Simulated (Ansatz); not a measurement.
NbAu2: energy above lowest point against volume scale

All results are calculated (Ansatz 0.2.0). Free energy against uniform scaling of the volume at fixed shape and fractions; periodic cell, basis, potentials, k mesh and filling as listed.

The cell before it is scaled or strained (space group P6/mmm, No. 191):
```
NbAu2
1.0
      4.6100     0.0000     0.0000
     -2.3050     3.9924     0.0000
      0.0000     0.0000     2.7200
Nb Au
1 2
Direct
  0.00000 0.00000 0.00000
  0.33333 0.66667 0.50000
  0.66667 0.33333 0.50000
```

Settings of every row: functional LDA; dispersion none; potentials all-electron LAPW; k mesh 7x7x11; k shift 0x0x0; occupations fermi dirac; smearing width 0.1 eV; spin none; SCF threshold exponent -7.

Limits: coarse k mesh, up to 40 meV an atom off; no spin-orbit coupling, which can matter with elements this heavy.

| row | volume scale | V (Å³/atom) | energy above lowest point (meV/atom) |
| --- | --- | --- | --- |
| 1 | 0.94 | 15.686 | 27.4 |
| 2 | 0.96 | 16.02 | 8.2 |
| 3 | 0.98 | 16.353 | 0 |
| 4 | 1 | 16.687 | 1.6 |
| 5 | 1.02 | 17.021 | ? |
| 6 | 1.04 | 17.355 | 29.8 |
| 7 | 1.06 | 17.688 | 54.4 |

Question: what energy above lowest point should row 5 give?

Worked fit of energy above lowest point. Take u = (V_r/V)^(2/3) − 1 with V_r = 16.52 Å³ an atom, which is twice the finite (Eulerian) strain; such expansions in the strain, on which the Birch-Murnaghan equation of state is built, carry the rest volume and the bulk modulus. The shown rows have u = 0.03514, 0.0207, 0.0068, -0.00668, -0.03234, -0.04452. Least squares give energy above lowest point = −0.34 − 121.4 × u + 25470 × u² + 12933 × u³ meV/atom; a parabola predicts inner rows, each left out in turn, worse (root mean square 0.25 against 0.034 meV/atom). All shown rows lie on it to the printed digit. Its lowest point lies at u = 0.0024, or V = 16.46 Å³ an atom, and the curvature there gives the bulk modulus at fixed shape and fractions, B = (4/9)(1 + u)² E″(u)/V = 222 GPa. Letting shape and atoms relax would as a rule lower it, by much in layered, chain or molecular crystals. The withheld row has u = -0.01972, so the fit gives −0.34 − 121.4 × (-0.01972) + 25470 × (-0.01972)² + 12933 × (-0.01972)³ = 11.9 meV/atom.

The calculation gave 11.9 meV/atom. The fit meets it to the printed digit.
